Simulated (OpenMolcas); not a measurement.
**A ladder of methods for SiH3 (silyl radical)**

The species is SiH3 (4 atoms), meant as a doublet with charge 0. SMILES: `[SiH3]`. The shape is that of a PBE0-D4/def2-TZVP optimisation.

```xyz
4

Si    0.2938   -0.0269   -0.1640
H     0.5592    0.6653    1.1239
H    -0.2240   -1.4017    0.0601
H    -0.6289    0.7632   -1.0200
```

Quantity: the energy change with the Si1–H4 bond stretched from 1.486 to 2.972 Å, in eV. The values are calculated.

```csv
level,kind,program,value (eV),CPU time (all runs)
ROHF/6-31G,Hartree–Fock,OpenMolcas,2.97,5.7 s
U-r2SCAN/6-31G,meta-GGA,OpenMolcas,3.16,16 s
UM06-2X/6-31G,hybrid meta-GGA,OpenMolcas,3.86,19 s
"CASPT2(7,7)/6-31G",multireference,OpenMolcas,?,4.2 s
"CASSCF(7,7)/6-31G",multireference,OpenMolcas,?,3.9 s
"MRCI(7,7)/6-31G",multireference,OpenMolcas,2.81,12 s
"SC-NEVPT2(7,7)/6-31G",multireference,OpenMolcas,2.81,4.6 s
FCI/3-21G,exact in the basis,OpenMolcas,2.85,25 s
FCI/6-31G,exact in the basis,OpenMolcas,2.81,23 s
```

Question: Estimate the missing values from the other rows.

Answer: As computed at these levels: CASPT2(7,7)/6-31G: 2.80 eV; CASSCF(7,7)/6-31G: 2.77 eV. The first shape isn't each level's own minimum. The values span 2.77 to 3.86 eV. Spin contamination of the reference (⟨S²⟩ at least 0.1 too high) touches U-r2SCAN/6-31G. All rows use very small basis sets, so even the best lies far from the true value. CPU times are rough (shared hosts, several kinds of processor): they show what a rung costs within a factor of a few.

With full-valence CASSCF at 2.77 eV and FCI in the same basis at 2.81 eV, nearly all the correlation that matters for this stretch is already in the active space. The perturbative and MRCI treatments recover most or all of the small remainder.

Removing hydrogen from silyl leads towards singlet silylene: the unpaired electron moves onto the departing atom, while the electrons left on silicon pair up in a lone pair rich in 3s character. A single open-shell determinant can describe those fragments, which is why ROHF, at 2.97 eV, avoids the large error typical of restricted bond breaking. Its remaining excess probably reflects the spin recoupling along the stretch and the mixing of silylene's lone pair with its empty 3p orbital.

The M06-2X value of 3.86 eV stands well above even ROHF, which suggests a higher-lying self-consistent solution at the stretched geometry rather than the functional's intrinsic accuracy. A single stretched point doesn't establish the dissociation limit or how the errors develop along the curve.
